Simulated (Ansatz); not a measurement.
WC: the change of energy less free atoms and pressure with volume per atom

Periodic Kohn-Sham DFT of a crystal at fixed atoms; pressure and stress are positive in compression; the energy is the free energy less that of spherical unpolarised free atoms; site moments are those in the method's own spheres, positive along +z. The results are calculated, by Ansatz 0.2.0.

Cell of the first row (space group P-6m2, No. 187):
```
cell vectors (Å)
   2.8413     0.0000     0.0000
  -1.4206     2.4606     0.0000
   0.0000     0.0000     2.7712
atoms (fractions of the cell vectors)
W   0.00000  0.00000  0.00000
C   0.66667  0.33333  0.50000
```

Settings of every row: method all-electron LAPW; functional PBEsol; relativity scalar; k mesh 13x13x12; filling fermi-dirac; smearing width 0.05 eV; basis error target 1 meV/atom; nucleus gaussian.

Atom start moment: 0 on all atoms.

Limits: no spin-orbit coupling on heavy atoms.

```csv
row,volume per atom (Å³),energy less free atoms (eV/atom),pressure (GPa)
1,9.687,-11.1497,27.73
2,9.693,-11.1505,27.453
3,9.894,?,?
4,9.997,-11.1879,12.36
5,10.1,-11.1944,7.752
6,10.306,-11.1988,-0.769
7,10.409,-11.197,-4.707
8,10.512,-11.1928,-8.445
9,10.615,-11.1862,-11.993
10,10.718,-11.1774,-15.36
11,10.924,-11.1535,-21.588
```

Question: what energy less free atoms and pressure should row 3 give?

Worked fit of energy less free atoms. Take u = (V_r/V)^(2/3) − 1 with V_r = 10.357 Å³ an atom, which is twice the finite (Eulerian) strain; such expansions in the strain, on which the Birch-Murnaghan equation of state is built, carry the rest volume and the bulk modulus. The shown rows have u = 0.04559, 0.04516, 0.02387, 0.01689, 0.0033, -0.00333, -0.00985, -0.01627, -0.02258, -0.03491. Least squares give energy less free atoms = −11.19823 − 0.2634 × u + 29.178 × u² eV/atom; a straight line predicts inner rows, each left out in turn, worse (root mean square 0.018 against 8.3e-05 eV/atom). The rows lie off it by -0.0001, 0.0001, 0.0000, 0.0000, 0.0000, 0.0000, 0.0000, 0.0000, 0.0000, 0.0000. Its lowest point lies at u = 0.0045, or V = 10.29 Å³ an atom, and the curvature there gives the bulk modulus at fixed shape and fractions, B = (4/9)(1 + u)² E″(u)/V = 408 GPa. Letting shape and atoms relax would as a rule lower it, by much in layered, chain or molecular crystals. The withheld row has u = 0.03096, so the fit gives −11.19823 − 0.2634 × (0.03096) + 29.178 × (0.03096)² = -11.1784 eV/atom.

The calculation gave -11.1784 eV/atom. The fit meets it to the printed digit.

Worked fit of pressure. Take u = (V_r/V)^(2/3) − 1 with V_r = 10.357 Å³ an atom, which is twice the finite (Eulerian) strain; such expansions in the strain, on which the Birch-Murnaghan equation of state is built, carry the rest volume and the bulk modulus. The shown rows have u = 0.04559, 0.04516, 0.02387, 0.01689, 0.0033, -0.00333, -0.00985, -0.01627, -0.02258, -0.03491. Least squares give pressure = −2.7486 + 595.354 × u + 1611.74 × u² GPa; a straight line predicts inner rows, each left out in turn, worse (root mean square 1 against 0.024 GPa). The rows lie off it by -0.014, 0.028, -0.021, -0.015, -0.003, 0.006, 0.011, 0.015, 0.010, -0.020 (root mean square 0.016 GPa). The pressure vanishes at u = 0.0046, or V = 10.29 Å³ an atom, and there the bulk modulus at fixed shape and fractions is B = −V dP/dV = (2/3)(1 + u) dP/du = 409 GPa. Letting shape and atoms relax would as a rule lower it, by much in layered, chain or molecular crystals. The withheld row has u = 0.03096, so the fit gives −2.7486 + 595.354 × (0.03096) + 1611.74 × (0.03096)² = 17.228 GPa.

The calculation gave 17.215 GPa. The fit lies 0.013 GPa (0.026 % of the column's range) above it; its largest miss of a shown row is 0.028 GPa.
